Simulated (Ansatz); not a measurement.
A series in volume per atom on Sn

Results calculated with Ansatz 0.2.0, not measured. Periodic Kohn-Sham DFT of a crystal at fixed atoms; pressure and stress are positive in compression; the energy is the free energy less that of spherical unpolarised free atoms; site moments are those in the method's own spheres, positive along +z.

Cell of the first row (space group Fd-3m, No. 227):
```
Sn
1.0
      0.0000     3.2605     3.2605
      3.2605     0.0000     3.2605
      3.2605     3.2605     0.0000
Sn
2
Direct
  0.00000 0.00000 0.00000
  0.25000 0.25000 0.25000
```

Settings of every row: method frozen-core PAW; functional PBE; relativity scalar; k mesh 9x9x9; filling fermi-dirac; smearing width 0.05 eV; wave cutoff 420 eV; paw set soft_2.

Atom start moment: 0 on all atoms.

| row | volume per atom (Å³) | pressure (GPa) |
| --- | --- | --- |
| 1 | 34.662 | 2.538 |
| 2 | 35.749 | ? |
| 3 | 36.855 | 0.015 |
| 4 | 37.96 | -0.959 |
| 5 | 39.066 | -1.776 |

Question: what pressure should row 2 give?

Worked fit of pressure. Take u = (V_r/V)^(2/3) − 1 with V_r = 37.407 Å³ an atom, which is twice the finite (Eulerian) strain; such expansions in the strain, on which the Birch-Murnaghan equation of state is built, carry the rest volume and the bulk modulus. The shown rows have u = 0.05212, 0.00996, -0.00974, -0.02852. Least squares give pressure = −0.4937 + 49.609 × u + 164.12 × u² GPa; a straight line predicts inner rows, each left out in turn, worse (root mean square 0.16 against 0.0048 GPa). The rows lie off it by 0.000, -0.002, 0.002, -0.001. The pressure vanishes at u = 0.0096, or V = 36.87 Å³ an atom, and there the bulk modulus at fixed shape and fractions is B = −V dP/dV = (2/3)(1 + u) dP/du = 35.5 GPa. The withheld row has u = 0.03069, so the fit gives −0.4937 + 49.609 × (0.03069) + 164.12 × (0.03069)² = 1.183 GPa.

The calculation gave 1.176 GPa. The fit lies 0.007 GPa (0.16 % of the column's range) above it; its largest miss of a shown row is 0.002 GPa.
